\section*{Weibull maximum likelihood and the information limit for breakdown times}

\subsection*{1. Premises and conventions}

(P1) \emph{Distribution.} Breakdown is a weakest-link event. If percolation paths form as a Poisson process in area, with mean number $(t/\eta)^\beta$ in one device up to stress time $t$, survival is the probability of no path:
\begin{equation}
S(t)=e^{-(t/\eta)^\beta},\qquad f(t)=-\frac{dS}{dt}=\frac{\beta}{t}\Big(\frac{t}{\eta}\Big)^{\beta}e^{-(t/\eta)^\beta},\qquad t>0 .
\end{equation}
$\beta>0$ is the Weibull slope. $\eta$ (in s) is the time at which $F=1-S=1-e^{-1}$.

(P2) \emph{Sample.} $n$ independent devices of equal area share $(\eta,\beta)$ at one stress voltage and temperature.

(P3) \emph{Censoring.} $r$ devices fail at exactly recorded times (set $\mathcal F$). The other $n-r$ are removed unbroken by a rule that uses no knowledge of their remaining life: at a fixed time $t_c$ (type I) or at the $r$th failure (type II).

Notation: $t_i$ is the failure or censoring time, $x_i=\ln t_i$, $u=\ln\eta$, natural logarithms, times in s. A sum without index set runs over all $n$ devices. Define
\begin{equation}
w_i=(t_i/\eta)^\beta,\qquad y_i=\ln w_i=\beta(x_i-u).
\end{equation}
At the true parameters an uncensored $w$ has $P(w>a)=e^{-a}$: it is a unit exponential variable whatever $\eta$ and $\beta$ are. $\gamma$ is Euler's constant, $\psi=\Gamma'/\Gamma$.

\subsection*{2. Likelihood equations}

A failure contributes $f(t_i)$, a censored device $S(t_i)$. By (P2) the factors multiply; by (P3) the stopping rule adds no factor that depends on the parameters. Both kinds of factor contain $e^{-w_i}$, so
\begin{equation}\label{ll}
\ell(u,\beta)=r\ln\beta+\sum_{\mathcal F}\big[\beta(x_i-u)-x_i\big]-\sum w_i .
\end{equation}
With $\partial w_i/\partial u=-\beta w_i$ and $\partial w_i/\partial\beta=(x_i-u)w_i$ the scores are
\begin{equation}\label{score}
U_u=\frac{\partial\ell}{\partial u}=\beta\Big(\sum w_i-r\Big),\qquad
U_\beta=\frac{\partial\ell}{\partial\beta}=\frac r\beta+\sum_{\mathcal F}(x_i-u)-\sum w_i(x_i-u).
\end{equation}
$U_u=0$ reads $\sum w_i=r$, that is
\begin{equation}\label{eta}
\hat\eta^{\beta}=\frac1r\sum t_i^{\beta}.
\end{equation}
The numerator holds all $n$ times; the divisor counts failures only. For $r\ge1$ this is the only maximum in $u$ at fixed $\beta$, since $\partial^2\ell/\partial u^2=-\beta^2\sum w_i<0$.

Insert \eqref{eta} in $U_\beta=0$. The terms in $u$ are $-ru+u\sum w_i=0$, and $w_i=r\,t_i^\beta/\sum t_j^\beta$. Dividing by $r$,
\begin{equation}\label{beta}
\frac1{\hat\beta}+\frac1r\sum_{\mathcal F}\ln t_i=\frac{\sum t_i^{\hat\beta}\ln t_i}{\sum t_i^{\hat\beta}} .
\end{equation}
A change of time unit adds the same constant to both sides, so $\hat\beta$ is independent of the unit and $\hat\eta$ scales with it.

\subsection*{3. Existence and uniqueness}

Substituting \eqref{eta} in \eqref{ll} gives the profile log-likelihood
\begin{equation}
\ell_p(\beta)=r\ln\beta+(\beta-1)\sum_{\mathcal F}x_i-r\ln\Big(\frac1r\sum e^{\beta x_i}\Big)-r .
\end{equation}
Let $\langle\cdot\rangle_\beta$ be the average with weights proportional to $e^{\beta x_i}$, and $\bar x_{\mathcal F}$ the plain mean over failures. Then
\begin{equation}\label{g}
\ell_p'=-r\,g(\beta),\qquad g=\langle x\rangle_\beta-\frac1\beta-\bar x_{\mathcal F},\qquad
g'=\langle x^2\rangle_\beta-\langle x\rangle_\beta^2+\frac1{\beta^2}>0 ,
\end{equation}
because $\ln\sum e^{\beta x_i}$ generates the cumulants of the weighted sample. So $g$ rises strictly and $\ell_p$ is strictly concave. As $\beta\to0$, $g\to-\infty$. As $\beta\to\infty$ the weight collects on the largest time and $g\to x_{\max}-\bar x_{\mathcal F}$. Exactly one root exists, and it is the global maximum, if and only if at least one failure precedes the largest time in the sample. This fails for $r=0$ and for type II censoring with $r=1$. In practice \eqref{beta} is solved by Newton steps $\beta\leftarrow\beta-g/g'$ kept inside a bracket, and \eqref{eta} follows.

\subsection*{4. The Cram\'er--Rao bound}

Let $\theta=(u,\beta)$, $L=e^{\ell}$, $U=\nabla\ell$. The total probability $\int L=1$ (an integral over failure times and a sum over censoring patterns) has limits that do not depend on $\theta$, and the integrands are smooth with integrable logarithmic factors, so derivatives pass under the integral. One derivative gives $E[U]=0$. A second gives
\begin{equation}
\mathcal I\equiv E[UU^{T}]=-E[\nabla\nabla^{T}\ell].
\end{equation}
Let $T$ be an estimator with $E[T]=\phi(\theta)$. Differentiating $\int TL=\phi$ gives $\mathrm{Cov}(T,U)=\nabla\phi$. For any vector $a$ the Cauchy--Schwarz inequality gives $(a^T\nabla\phi)^2\le\mathrm{Var}(T)\,a^T\mathcal Ia$. The choice $a=\mathcal I^{-1}\nabla\phi$ yields
\begin{equation}\label{cr}
\mathrm{Var}(T)\ge\nabla\phi^{T}\,\mathcal I^{-1}\,\nabla\phi .
\end{equation}
The maximum likelihood estimate reaches this limit as $n\to\infty$: expanding $0=U(\hat\theta)\simeq U(\theta)+\nabla\nabla^T\ell\,(\hat\theta-\theta)$, the Hessian divided by $n$ tends to $-\mathcal I/n$ by the law of large numbers, and $U$ is a sum of $n$ independent terms of mean zero and total covariance $\mathcal I$. Hence $\hat\theta-\theta\simeq\mathcal I^{-1}U$ is asymptotically normal with covariance $\mathcal I^{-1}$. Below, $\mathrm{Var}_\infty$ denotes this limit. It is a lower bound for unbiased estimators and the leading term in $1/n$ for $\hat\theta$; it is not the exact variance of $\hat\theta$.

\subsection*{5. Fisher information}

Differentiate \eqref{score}:
\begin{equation}\label{hess}
-\ell_{uu}=\beta^2\sum w_i,\qquad
-\ell_{u\beta}=r-\sum w_i-\sum w_iy_i,\qquad
-\ell_{\beta\beta}=\frac1{\beta^2}\Big(r+\sum w_iy_i^2\Big).
\end{equation}
Take type I censoring with $w_c=(t_c/\eta)^\beta$; complete data are the case $w_c\to\infty$. Each recorded $w_i$ is $\min(w,w_c)$, and $E[r]=np$ with $p=1-e^{-w_c}$. For a function with $h(0)=0$, integration by parts cancels the boundary term against the censored mass:
\begin{equation}
E[h(w_i)]=\int_0^{w_c}h\,e^{-w}dw+h(w_c)e^{-w_c}=\int_0^{w_c}h'(w)\,e^{-w}dw .
\end{equation}
Let $J_k=\int_0^{w_c}\ln^k w\;e^{-w}dw$, so $J_0=p$. The choices $h=w$, $w\ln w$, $w\ln^2w$ give
\begin{equation}
E[w_i]=p,\qquad E[w_iy_i]=p+J_1,\qquad E[w_iy_i^2]=2J_1+J_2 .
\end{equation}
Define the mean and variance of $y$ among the failures, $m=J_1/p$ and $s^2=J_2/p-m^2$. Since $p+2J_1+J_2=p[(1+m)^2+s^2]$,
\begin{equation}
\mathcal I=np\begin{pmatrix}\beta^2&-(1+m)\\-(1+m)&[(1+m)^2+s^2]/\beta^2\end{pmatrix},\qquad \det\mathcal I=n^2p^2s^2 .
\end{equation}
Inverting the $2\times2$ matrix,
\begin{equation}\label{cens}
\frac{\mathrm{Var}_\infty\hat\beta}{\beta^2}=\frac1{np\,s^2},\qquad
\mathrm{Var}_\infty\ln\hat\eta=\frac{1+(1+m)^2/s^2}{np\,\beta^2},\qquad
\mathrm{Cov}_\infty(\ln\hat\eta,\hat\beta)=\frac{1+m}{np\,s^2}.
\end{equation}
For type II censoring with $r/n\to p$ the stopping time converges to the $t_c$ of that $p$, and \eqref{cens} holds to leading order in $1/n$.

\emph{Complete data.} From $\Gamma(a)=\int_0^\infty w^{a-1}e^{-w}dw$, the variable $\ln w$ under the weight $w^{a-1}e^{-w}/\Gamma(a)$ has cumulants $\psi(a),\psi'(a),\psi''(a)$. For $a=1$: $p=1$, $m=\psi(1)=-\gamma$, $s^2=\psi'(1)=\pi^2/6\equiv D$. Then
\begin{equation}\label{main}
\frac{\mathrm{Var}_\infty\hat\beta}{\beta^2}=\frac{6}{\pi^2n}=\frac{0.608}{n},\qquad
\mathrm{Var}_\infty\ln\hat\eta=\frac{1+6(1-\gamma)^2/\pi^2}{n\beta^2}=\frac{1.109}{n\beta^2},
\end{equation}
\begin{equation}
\mathrm{Cov}_\infty(\ln\hat\eta,\hat\beta)=\frac{6(1-\gamma)}{\pi^2n}=\frac{0.257}{n},
\end{equation}
a correlation coefficient of $0.313$. Remarks. (i) The relative spread of $\hat\beta$ depends on $n$ alone. (ii) With $\beta$ known the limit for $\ln\eta$ is $1/\mathcal I_{uu}=1/(n\beta^2)$; with $\eta$ known the limit for $\beta$ is $\beta^2/\{n[D+(1-\gamma)^2]\}=0.548\,\beta^2/n$. (iii) Cross-check from \eqref{g}: the weights $w_i$ turn $e^{-w}$ into the $a=2$ weight, so $\beta^2g'\to\psi'(2)+1=D$, and $-\ell_p''=ng'$ reproduces $nD/\beta^2$.

\emph{Heavy censoring.} For $w_c\ll1$ the failures have $w$ uniform on $(0,w_c)$, so $m\to\ln w_c-1$ and $s^2\to1$. Then $\mathrm{Var}_\infty\hat\beta/\beta^2\to1/E[r]$: the number of failures sets the precision, and $\ln\hat\eta$ pays the factor $1+\ln^2w_c$ for being an extrapolation.

\subsection*{6. Percentiles and area scaling}

The time to failure fraction $F$ of devices of area $A$, from tests on area $A_0$, solves $(A/A_0)(t/\eta)^\beta=-\ln(1-F)$ by (P1):
\begin{equation}
\ln t_F=u+\frac{Y}{\beta},\qquad Y=\ln[-\ln(1-F)]-\ln(A/A_0).
\end{equation}
With $\nabla\phi=(1,-Y/\beta^2)$, \eqref{cr} and \eqref{cens} combine to a completed square:
\begin{equation}\label{quant}
\mathrm{Var}_\infty\ln\hat t_F=\frac1{np\,\beta^2}\Big[1+\frac{(Y-1-m)^2}{s^2}\Big].
\end{equation}
The best determined point is $Y=1+m$. Far from it the standard deviation grows linearly in $|Y|$ and is carried by the slope.

\subsection*{7. Finite $n$: size of the next term (complete data)}

\emph{Pivot.} Put $x_i=u+y_i/\beta$ and $\hat\beta=b\beta$ in \eqref{beta}. The constant $u$ cancels and
\begin{equation}\label{G}
G(b)=\frac{\sum w_i^{b}y_i}{\sum w_i^{b}}-\frac1b-\bar y=0,\qquad g(b\beta)=G(b)/\beta .
\end{equation}
The law of $b$ depends on $n$ only (on $n$ and $r$ for type II; for type I the parameters enter through $w_c$). So $E\hat\beta=c_n\beta$ exactly, and \eqref{cr} with $\phi=c_n\beta$ gives
\begin{equation}\label{biasedcr}
\mathrm{Var}\,\hat\beta\ge c_n^2\,\frac{6\beta^2}{\pi^2n}.
\end{equation}
The product of $b$ and the sample range of $y$ depends only on the shape of the sample and lies between positive constants. The range falls below $\epsilon$ with probability of order $\epsilon^{n-1}$, so $E[b^k]$ is finite only for $k<n-1$; the variance exists for $n\ge4$.

\emph{Bias.} $G$ is unchanged by the shift $z=y-\psi(2)$, which makes $E[wz]=0$ and $E[z]=\psi(1)-\psi(2)=-1$. Write $B_k=n^{-1}\sum w_iz_i^k$, $v=\psi'(2)=D-1$, $\kappa=\psi''(2)=2-2\zeta(3)$. At $b=1$,
\begin{equation}
G_0=\frac{B_1}{B_0}-1-\bar z,\qquad G_1=G'=\frac{B_2}{B_0}-\frac{B_1^2}{B_0^2}+1\to D,\qquad G_2=G''\to\kappa-2=-2\zeta(3).
\end{equation}
With $\delta=b-1$, solve $G_0+G_1\delta+\tfrac12G_2\delta^2=0$ to second order in the fluctuations, which are of order $n^{-1/2}$:
\begin{equation}
\delta=-\frac{G_0}{D}+\frac{G_0(G_1-D)}{D^2}+\zeta(3)\frac{G_0^2}{D^3}+O(n^{-3/2}).
\end{equation}
The moments with $w^2$ use the $a=3$ weight, $\Gamma(3)=2$, under which $z$ has mean $\tfrac12$, variance $v-\tfrac14$ and third cumulant $\kappa+\tfrac14$:
\begin{equation}
E[w^2z]=1,\quad E[w^2z^2]=2v,\quad E[w^2z^3]=2\kappa+3v,\quad E[wz^2]=v,\quad E[wz^3]=\kappa .
\end{equation}
Three averages are needed. First, $E[G_0]=-\mathrm{Cov}(B_1,B_0)=-1/n$. Second, the linear part of $G_0$ is the sample mean of $q=wz-z-1$, with $E[q^2]=2v+(D+1)+1-2v-2=D$. Third, the linear part of $G_1$ is the mean of $wz^2-vw$, with $E[q(wz^2-vw)]=(2\kappa+3v)-v-\kappa-v+v=\kappa+2v=2D-2\zeta(3)$. Therefore
\begin{equation}\label{bias}
c_n-1=\frac1n\Big[\frac1D+\frac{2D-2\zeta(3)}{D^2}+\frac{\zeta(3)}{D^2}\Big]=\frac{18\,[\pi^2-2\zeta(3)]}{\pi^4n}=\frac{1.380}{n}+O(n^{-2}).
\end{equation}
The slope is overestimated on average. For its inverse, $E[1/b]-1=-E\delta+E\delta^2=-0.772/n$, using $E\delta^2=1/(nD)$.

For the scale, \eqref{eta} gives $\beta(\hat u-u)=b^{-1}\ln(n^{-1}\sum w_i^b)$. To second order this is $(1-\delta)\ln B_0+\psi(2)(\delta-\delta^2)+\delta B_1+\tfrac12v\delta^2$. Use $E\ln B_0=-1/(2n)$, $E[qw]=0$ and $E[qwz]=v$, so that $E[\delta B_1]=-v/(nD)$:
\begin{equation}\label{biasu}
E[\hat u]-u=\frac1{n\beta}\Big[-\frac12+0.772\,(1-\gamma)-\frac{v}{2D}\Big]=-\frac{0.370}{n\beta}.
\end{equation}

\subsection*{8. Range of validity}

\begin{itemize}
\item Equations \eqref{eta} and \eqref{beta} are exact for any $n$ under (P1)--(P3), including different censoring times for different devices. Failures known only within a read-out interval need factors $S(t_a)-S(t_b)$ instead.
\item Equation \eqref{main} needs complete data; \eqref{cens} replaces it under censoring. Both are leading terms. The ratio of bias to standard deviation of $\hat\beta$ falls only as $n^{-1/2}$. The coefficients in \eqref{bias} and \eqref{biasu} do not carry over to censored samples. Under type I censoring $r=0$ occurs with probability $e^{-nw_c}$, and then no estimate exists.
\item No threshold time is fitted. The information for a threshold contains $E[w^{-2/\beta}]$, which diverges for $\beta\le2$, and the support then depends on a parameter; section 4 does not apply.
\item One mechanism and one $\eta$. A device-to-device spread of $\ln\eta$ (thickness, voltage drop, temperature) with variance $\tau^2$ raises the variance of $\ln t$ from $D/\beta^2$ to $D/\beta^2+\tau^2$ and lowers the fitted slope. It must satisfy $\tau\ll\sqrt D/\beta$.
\item The limits describe sampling scatter within the model. They say nothing about curvature of the Weibull plot below the first failure.
\end{itemize}

\subsection*{9. Illustration: 30 HfO$_2$ gate stacks}

Inputs: $n=30$; $\beta=1.5$, chosen as a typical slope for thin HfO$_2$ stacks; $\eta=100$ s, an illustrative value for accelerated stress; $A=A_0$. All results are the model's.

\emph{Synthetic sample.} Take the quantiles $t_i=\eta\,w_i^{1/\beta}$ with $w_i=-\ln[1-(i-\tfrac12)/30]$, $i=1,\dots,30$, from $t_1=6.56$ s to $t_{30}=256$ s. The set is free of scatter by construction. It exercises the equations, and its closeness to the inputs tests nothing about HfO$_2$. At $b=1$ in \eqref{G},
\begin{equation}
\sum w_i=29.655,\quad\sum w_iy_i=11.737,\quad\sum w_iy_i^2=22.530,\quad\bar y=-0.5677 ,
\end{equation}
so $G=-0.0365$ and $G'=1.603$. One Newton step gives $\beta=1.534$; the root is $\hat\beta=1.535$, and \eqref{eta} gives $\hat\eta=99.9$ s. The curvature of the profile at the root gives $(rg')^{-1/2}=0.220$ for the standard deviation of $\hat\beta$.

Now stop the test at $w_c=\ln3$, that is $t_c=106.5$ s and $p=2/3$. Twenty devices have failed; ten enter the sums with $t_c$. The root is $\hat\beta=1.52$, with $\hat\eta=99.8$ s and $(rg')^{-1/2}=0.304$.

\emph{Information limits.} For $w_c=\ln3$, $J_1=-0.7950$ and $J_2=1.7825$, so $m=-1.192$ and $s^2=1.252$. For $F=100$ ppm, $Y=-9.21$ and $t_F=0.215$ s. Standard deviations from \eqref{cens}, \eqref{main} and \eqref{quant} at the input parameters:
\begin{center}
\begin{tabular}{lcc}
\hline
 & complete & censored, $p=2/3$\\
\hline
$\hat\beta/\beta$ & 0.142 & 0.200\\
$\hat\beta$ & 0.214 & 0.300\\
$\ln\hat\eta$ & 0.128 & 0.151\\
$\ln\hat t_F$, 100 ppm & 0.92 & 1.21\\
factor in $t_F$, one standard deviation & 2.5 & 3.4\\
\hline
\end{tabular}
\end{center}
Thirty complete times fix $\eta$ to about 13\% and $\beta$ to about 14\%, but leave the 100 ppm time uncertain by a factor of about 6 either way at 95\% confidence ($1.96$ standard deviations, normal approximation). A standard deviation of 5\% in $\beta$ needs $n\ge244$ complete times.

\emph{Size of the neglected terms, complete random samples.} $c_{30}\simeq1.046$: the bias of $\hat\beta$ is $0.32$ of its standard deviation, and dividing by $c_{30}$ removes it to this order. By \eqref{biasedcr} the relative standard deviation of $\hat\beta$ is at least about $0.149$ in place of $0.142$, so the third figure in the table belongs to the limit and not to the estimator. The bias of $\ln\hat\eta$ is $-0.008$. The bias of $\ln\hat t_F$ is $(-0.370-0.772\,Y)/(n\beta)=+0.15$, toward longer predicted life, against a standard deviation of $0.92$.

\emph{Model limits.} The condition on the spread of $\ln\eta$ is $\tau\ll0.855$. The first point of the sample lies at $y_1=-4.09$, far above $Y=-9.21$. Real HfO$_2$ stacks often depart from one straight Weibull line: an extrinsic defect tail makes the true 100 ppm time shorter than the extrapolation, while thickness variation across the wafer flattens the upper percentiles, lowers the fitted slope and makes the extrapolation too short. A weak subpopulation of 1\% appears at all among 30 devices with probability $1-0.99^{30}=0.26$, yet it controls the 100 ppm time. The factor of about 6 therefore covers sampling scatter alone.